# Resonance cones of a point antenna: eight regimes around a CF₄ discharge at 5 mT and 60 MHz

A small oscillating charge in vacuum makes a potential that falls as $1/r$ in every direction. In a magnetised plasma the same source can concentrate its field on a double cone whose axis is $\mathbf B$. Whether the cone exists, and how wide it opens, depends on the ordering of the drive frequency $\omega$, the electron plasma frequency $\omega_{pe}$ and the electron cyclotron frequency $\omega_{ce}$. At each **Predict**, commit to an answer before reading on.

## Conventions and the dielectric tensor

Fields vary as $e^{-i\omega t}$, $\mathbf B=B\hat{\mathbf z}$ is uniform, the plasma is uniform and cold, and for now the ions are fixed. With $f=\omega/2\pi$,

$$X=\frac{\omega_{pe}^2}{\omega^2},\qquad Y=\frac{\omega_{ce}}{\omega},\qquad U=1+\frac{i\nu}{\omega},\qquad \omega_{pe}^2=\frac{n_ee^2}{\varepsilon_0m_e},\qquad \omega_{ce}=\frac{eB}{m_e},$$

where $\nu$ is the electron momentum-transfer collision frequency. Solving $m_e\dot{\mathbf v}=-e(\mathbf E+\mathbf v\times\mathbf B)-m_e\nu\mathbf v$ for the current gives, in Stix's notation, $\varepsilon_{xx}=\varepsilon_{yy}=S$, $\varepsilon_{zz}=P$, $\varepsilon_{xy}=-\varepsilon_{yx}=-iD$, with

$$S=1-\frac{XU}{U^2-Y^2},\qquad P=1-\frac XU,\qquad D=-\frac{XY}{U^2-Y^2}.$$

At $B=5$ mT, $f_{ce}=140.0$ MHz, so $Y=2.333$ at 60 MHz. At $n_e=10^9$ cm⁻³, $f_{pe}=283.9$ MHz and $X=22.39$.

**Predict.** Close to a small source $\mathbf E=-\nabla\phi$. Which of $S$, $P$, $D$ survive in $\nabla\cdot(\varepsilon\cdot\nabla\phi)=-\rho_{\rm ext}/\varepsilon_0$?

The off-diagonal terms give $-iD\,\partial_x\partial_y\phi+iD\,\partial_y\partial_x\phi=0$, so $D$ drops out in a uniform plasma:

$$S(\partial_x^2+\partial_y^2)\phi+P\,\partial_z^2\phi=-\rho_{\rm ext}/\varepsilon_0 .$$

Set $\nu=0$, which makes $S$ and $P$ real. For $SP>0$ this is a stretched Poisson equation, elliptic. For $SP<0$ it is hyperbolic: a wave equation in which $z$ plays the part of time.

## The cone of wave vectors and the cone in space

A plane wave with $\mathbf k$ at angle $\theta$ to $\mathbf B$ solves the source-free equation if $S\sin^2\theta+P\cos^2\theta=0$, that is

$$\tan^2\theta=-P/S .$$

A real $\theta$ needs $SP<0$. The magnitude of $\mathbf k$ has cancelled, so all wavelengths are allowed at this one angle.

**Predict.** Does the field of a point source pile up at the angle $\theta$?

It does not. Since $\omega$ depends only on the direction of $\mathbf k$, it is unchanged when $\mathbf k$ is stretched, so $\mathbf k\cdot\partial\omega/\partial\mathbf k=0$. The group velocity is perpendicular to $\mathbf k$, and energy leaves at $\psi=90^\circ-\theta$ from $\mathbf B$.

The potential confirms it. For a charge $q e^{-i\omega t}$ at the origin and $S,P>0$, rescale $x,y$ by $\sqrt S$ and $z$ by $\sqrt P$. The delta function contributes $1/(S\sqrt P)$, and the Coulomb solution becomes, with $\rho^2=x^2+y^2$,

$$\phi=\frac{q}{4\pi\varepsilon_0\sqrt S\,\sqrt{P\rho^2+Sz^2}} .$$

For any $\nu>0$ both $S$ and $P$ have positive imaginary parts, so $S$ and $P\rho^2+Sz^2$ stay in the upper half plane and the principal roots continue the solution to all signs. As $\nu\to0$ with $SP<0$ it diverges where $\rho^2/z^2=\tan^2\psi=-S/P$. Then $\sin^2\psi=S/(S-P)$, and with $S-P=XY^2/(Y^2-1)$,

$$\boxed{\sin^2\psi=\frac{\omega^2(\omega_{pe}^2+\omega_{ce}^2-\omega^2)}{\omega_{pe}^2\,\omega_{ce}^2}}$$

Inside the cone, around the axis, $\phi/q$ is real with the sign of $S$, and on the axis it is $1/(4\pi\varepsilon_0S|z|)$. Outside, exactly one of the two roots is imaginary and $\phi\propto-iq$, in phase with the feed current $-i\omega q$. An antenna of finite size therefore has a resistance even without collisions: it launches power along the cone. Fisher and Gould reported such cones from a short antenna in 1969.

## Reading the formula

Two rearrangements carry the whole comparison:

$$\sin^2\psi=\frac1{Y^2}+\frac1X\Big(1-\frac1{Y^2}\Big),\qquad \cos^2\psi=\Big(1-\frac1X\Big)\Big(1-\frac1{Y^2}\Big).$$

The result is symmetric under $\omega_{pe}\leftrightarrow\omega_{ce}$. A cone needs $\cos^2\psi>0$ and $\sin^2\psi>0$.

**Predict.** How many frequency bands satisfy both conditions?

Two. The product is positive when both brackets are positive or both negative. Both positive means $\omega<\min(\omega_{pe},\omega_{ce})$, the lower branch, where $S>0$, $P<0$ and $\sin^2\psi>0$ follows. Both negative means $\omega>\max(\omega_{pe},\omega_{ce})$, and $\sin^2\psi>0$ then adds $\omega^2<\omega_{pe}^2+\omega_{ce}^2$, the upper hybrid limit. On this upper branch $S<0$, $P>0$. Between the two characteristic frequencies there is no cone. At 60 MHz the borders $X=1$ and $Y=1$ lie at $n_e=4.47\times10^7$ cm⁻³ and $B=2.14$ mT.

## Collisions: a complex cone angle

Keep $U$ now. At distance $r$ and polar angle $\alpha$ from $\mathbf B$, $P\rho^2+Sz^2=r^2(S-P)(\sin^2\psi_c-\sin^2\alpha)$, where $\sin^2\psi_c\equiv S/(S-P)$ evaluates to

$$\sin^2\psi_c=\frac{U^2}{Y^2}+\frac UX\Big(1-\frac{U^2}{Y^2}\Big).$$

At fixed $r$, $|\phi|$ peaks where $\sin^2\alpha={\rm Re}\sin^2\psi_c$, which differs from $\sin^2\psi$ only at order $(\nu/\omega)^2$. The imaginary part, to first order in $\nu/\omega$ and divided by the slope $\sin2\psi$ of $\sin^2\alpha$, is an angular half-width:

$$\delta=\frac{\nu}{\omega}\,\frac{\big|2/Y^2+1/X-3/(XY^2)\big|}{\sin2\psi},\qquad|\phi|\propto\big[(\alpha-\psi)^2+\delta^2\big]^{-1/4}.$$

The phase of $\phi$ turns by $90^\circ$ across the cone, half of that within $\pm\delta$.

For an input, take CF₄ at 10 mTorr and 300 K, a gas density of $3.2\times10^{14}$ cm⁻³, and an approximate momentum-transfer rate coefficient of $10^{-7}$ cm³ s⁻¹, typical of electrons of a few eV. Then $\nu=3.2\times10^7$ s⁻¹ and $\nu/\omega=0.085$ at 60 MHz. The rate coefficient is uncertain by some tens of per cent and $\delta$ is proportional to it, so the second digit of $\delta$ serves only to compare cases.

## Eight regimes

The fields, frequencies and densities are assumed inputs. Cases A to D sweep the density at 5 mT and 60 MHz, from an electron-depleted, strongly electronegative state to a dense bulk; C and D were chosen to cover densities typical of a low-pressure capacitive discharge at this frequency. E and F weaken the field, G weakens field and density together, and H lowers the frequency.

**Predict.** Using only the two borders, mark the rows that have no cone. Then guess whether the step from B to C or from C to D changes $\psi$ more.

| Case | $B$ (mT) | $f$ (MHz) | $n_e$ (cm⁻³) | $S$ | $P$ | formula for $\sin^2\psi$ | $\psi$ (°) | $\delta$ (°) |
|---|---|---|---|---|---|---|---|---|
| A | 5 | 60 | $3\times10^7$ | 1.15 | 0.328 | 1.40 | none | |
| B | 5 | 60 | $10^8$ | 1.50 | −1.24 | 0.548 | 47.8 | 2.8 |
| C | 5 | 60 | $10^9$ | 6.04 | −21.4 | 0.220 | 28.0 | 2.3 |
| D | 5 | 60 | $10^{10}$ | 51.4 | −223 | 0.187 | 25.7 | 2.3 |
| E | 3 | 60 | $10^9$ | 24.4 | −21.4 | 0.532 | 46.9 | 4.9 |
| F | 1 | 60 | $10^9$ | −27.6 | −21.4 | 4.43 | none | |
| G | 1.5 | 60 | $3\times10^7$ | −0.317 | 0.328 | 0.491 | 44.5 | 17 |
| H | 5 | 13.56 | $10^9$ | 5.15 | −437 | 0.0116 | 6.2 | 2.1 |

$S$, $P$ and $\psi$ are the model's cold, collisionless values; $\delta$ uses the same $\nu$ in every row.

**Density, A to D.** At fixed $Y$, $\sin^2\psi$ is a straight line in $1/n_e$ with intercept $1/Y^2=0.184$ and slope factor $1-1/Y^2=0.816$. In A the plasma is underdense, $P>0$, the formula exceeds one, and the equipotentials are ellipsoids. At $4.47\times10^7$ cm⁻³ the cone is born flat, at $90^\circ$, and it closes as the density rises. Each decade removes nine tenths of the density term, so $\psi$ saturates at $\arcsin(\omega/\omega_{ce})=25.4^\circ$. Both $S$ and $P$ grow with density, but only their ratio fixes the angle, and once the vacuum terms are negligible $n_e$ cancels from it. The sensitivity is

$$\frac{d\psi}{d\ln n_e}=-\frac{1-1/Y^2}{X\sin2\psi},$$

which gives $-21.0^\circ$, $-2.5^\circ$ and $-0.27^\circ$ per e-fold of density in B, C and D.

**Field, C, E, F.** By the symmetry, lowering $B$ in a dense plasma does what lowering $n_e$ does in a strong field. From 5 to 3 mT the cone opens from $28.0^\circ$ to $46.9^\circ$, it flattens at 2.14 mT, and it is gone in F. There $S$ and $P$ are both negative: the equation is elliptic again, and $\phi$ is everywhere opposite in phase to $q$, as in an unmagnetised overdense plasma.

**Predict.** Case G has the density of A, which had no cone, and a field below 2.14 mT like F, which had none either. Why does it have one, and does it open or close as $n_e$ rises?

Both brackets of $\cos^2\psi$ are negative and their product is positive. The upper hybrid frequency, 64.7 MHz, lies just above the drive. Since $1-1/Y^2<0$, the slope in $1/X$ has changed sign and the cone opens with density, from $0^\circ$ at $2.28\times10^7$ cm⁻³, where $S=0$, to $90^\circ$ at $4.47\times10^7$ cm⁻³. The whole branch spans less than a factor of two in density.

**Frequency, C and H.** For $\omega$ well below both characteristic frequencies $\sin^2\psi\approx\omega^2(\omega_{ce}^{-2}+\omega_{pe}^{-2})$, here $0.0094+0.0023$. The angle is nearly proportional to $f$ and is controlled by the lower of the two frequencies.

**Widths.** For $X\to\infty$ the complex angle obeys $\sin\psi_c=(\omega+i\nu)/\omega_{ce}$, and $\delta\to\nu/\sqrt{\omega_{ce}^2-\omega^2}=(\nu/\omega)\tan\psi$. This explains why C, D and H share a width near $2^\circ$ while E, closer to cyclotron resonance, is twice as broad. What counts for visibility is $\delta/\psi$, less than a tenth in C and about a third in H, where $\nu/\omega=0.38$. The second-order shift moves the peak to $27.9^\circ$ in C, to $5.8^\circ$ in H and to about $47^\circ$ in G. In G the angle sweeps through $90^\circ$ within 15.5 MHz, between $f_{pe}=49.2$ MHz and the upper hybrid frequency 64.7 MHz, whereas the lower branch in C spreads the same sweep over 140 MHz. The same $\nu$ therefore covers a far larger angle, and a broad hump replaces the cone.

## Does the gas matter?

**Predict.** CF₄ discharges are electronegative, and negative ions can far outnumber electrons. Does that move the cone?

At 5 mT the gyrofrequency of F⁻ is 4.0 kHz, so the ions are unmagnetised and add the same term $-\mu X$ to $S$ and to $P$. With electronegativity $\beta=n_-/n_e$ and singly charged ions,

$$\mu=m_e\Big(\frac{1+\beta}{M_+}+\frac{\beta}{M_-}\Big),\qquad \sin^2\psi\to\sin^2\psi-\mu\Big(1-\frac1{Y^2}\Big),$$

because $S-P$ is unchanged. Take CF₃⁺ (about 69 u) and F⁻ (about 19 u) as representative ions and the deliberately large $\beta=100$. Then $\mu=3.7\times10^{-3}$. Case C moves from $28.0^\circ$ to $27.8^\circ$, well inside its width. Case H moves from $6.2^\circ$ to $5.1^\circ$, because $\mu$ is now compared with $\sin^2\psi=0.0116$ and exceeds the density term. At 60 MHz the gas thus acts through $n_e$ and $\nu$ alone, and an argon discharge with the same electron density has practically the same cold cone. At 13.56 MHz a strongly electronegative gas pulls the cone towards the lower hybrid limit, where $S=0$ and it closes onto the field line.

## Electron temperature sets the true sharpness

The cold singularity is built from arbitrarily large $k$, where the cold model fails. Let $v^2=k_BT_e/m_e$, and work at $\nu=0$ in the dense limit, where $k_\parallel=k/Y$ on the cone. Averaging $(\omega-k_\parallel v_z)^{-2}$ over a Maxwellian adds $-3\omega_{pe}^2v^2k_\parallel^4/\omega^4=-3X(kv/\omega)^2k^2/Y^4$ to $Sk_\perp^2+Pk_\parallel^2$. Expanding the magnetised Maxwellian susceptibility to the same order, with its cyclotron harmonics $0,\pm1,\pm2$, replaces the 3 by

$$\tau=3-\frac{Y^4-3Y^2+6}{(Y^2-1)^2}+\frac{3(Y^2-1)}{4Y^2-1},$$

which is 2.66 at $Y=2.333$. The cold part $S\sin^2\theta+P\cos^2\theta$ rises with $\theta$ at the rate $(S-P)\sin2\theta=2X/\sqrt{Y^2-1}$, so a wave of finite $k$ sits at a larger angle:

$$\Delta\theta=\ell^2k^2,\qquad \ell^2=\frac{\tau\sqrt{Y^2-1}}{2Y^4}\Big(\frac v\omega\Big)^2 .$$

**Predict.** On which side of the cold cone does the resulting structure appear?

Let $n$ be the distance from the cone surface towards the axis and $r$ the distance along it. The cold wave vector, taken with positive $k_z$ on the half-cone $z>0$, points along $n$. Tilting it away from $\mathbf B$ gives it the component $-\ell^2k^3$ along $r$. The phase $kn-\ell^2k^3r$ is stationary at $n=3\ell^2k^2r>0$, so fringes form inside the cone and the field changes smoothly outside it. The length scale is $w=(3\ell^2r)^{1/3}$. For a typical $T_e=3$ eV, $v/\omega=1.93$ mm and $\ell=0.59$ mm. At $r=30$ mm, $w=3.2$ mm, an angle $w/r$ of about $6^\circ$. At $k=1/w$ the expansion parameter $k_\parallel v/\omega$ is 0.26, small enough for the first fringe, while shorter waves are Landau damped and the inner fringes fade. An antenna of radius 1 mm adds a smear of order $1/30$ rad, or $1.9^\circ$.

Away from the dense limit the same expansion holds with $\cos^2\theta=\sin^2\psi$ in place of $1/Y^2$. The coefficient $\tau/Y^4$ and the length $\ell$ become

$$T=3\cos^4\theta-\frac{Y^4-3Y^2+6}{(Y^2-1)^3}\sin^2\theta\cos^2\theta+\frac{3\sin^4\theta}{(Y^2-1)(4Y^2-1)},\qquad \ell^2=\frac{T\,(1-1/Y^2)}{\sin2\psi}\Big(\frac v\omega\Big)^2 .$$

A wider cone has a larger $k_\parallel/k$ and so a larger thermal term. At 3 eV and 30 mm, C has $T=0.13$, $w=3.5$ mm and $w/r=6.6^\circ$, while B has $T=0.85$, $w=6.2$ mm and $w/r=12^\circ$, with an expansion parameter of 0.23.

The electrostatic step itself is safe. In the dense cold limit the full electromagnetic branch is $\omega=\omega_{ce}\cos\theta\,k^2d^2/(1+k^2d^2)$ with $d=c/\omega_{pe}$, which tends to the cone for $kd\gg1$. In D, $d=53$ mm and the relative correction $(w/d)^2$ is 0.004.

## What a measurement can deliver

**Predict.** A receiving tip is swept on an arc of 30 mm radius around a transmitting tip, both tuned slightly off the generator frequency to avoid its field. In which of B, C and D does the peak position yield $n_e$?

Compare the shift per e-fold with the widths. In B, $21^\circ$ per e-fold stands well above the collisional $2.8^\circ$, but the thermal scale is $12^\circ$. A peak displaced inward by that much and read with the cold formula overstates $n_e$ by roughly a factor of 2, so the density follows only after a thermal correction, from a known $T_e$ or from a second radius, since $w/r$ falls as $r^{-2/3}$ while $\psi$ stays fixed. In C, $2.5^\circ$ per e-fold is matched by the collisional $2.3^\circ$ and exceeded by the thermal $6.6^\circ$, so the peak position is a poor measure of $n_e$. In D the angle carries no usable density information; it reports $\omega/\omega_{ce}$, and its fine structure reports $T_e$. Raising the probe frequency to the upper branch, just above $f_{pe}$, restores the sensitivity, at the price of the large widths seen in G. In a gap of a few centimetres the density also varies along the path, so the characteristics bend according to the local $-S/P$, and the sheaths around the tips enlarge the effective source.

For the CF₄ discharge at 5 mT and 60 MHz the model's cold cone lies between $28.0^\circ$ and $25.7^\circ$ over the assumed, typical range $10^9$ to $10^{10}$ cm⁻³, above a floor of $25.4^\circ$ that depends on $B$ and $f$ only. A warm plasma should show its main peak displaced inside that angle by an amount of the order of the thermal scale, about $6^\circ$ to $7^\circ$ at 30 mm in this model, which shrinks only as $r^{-2/3}$.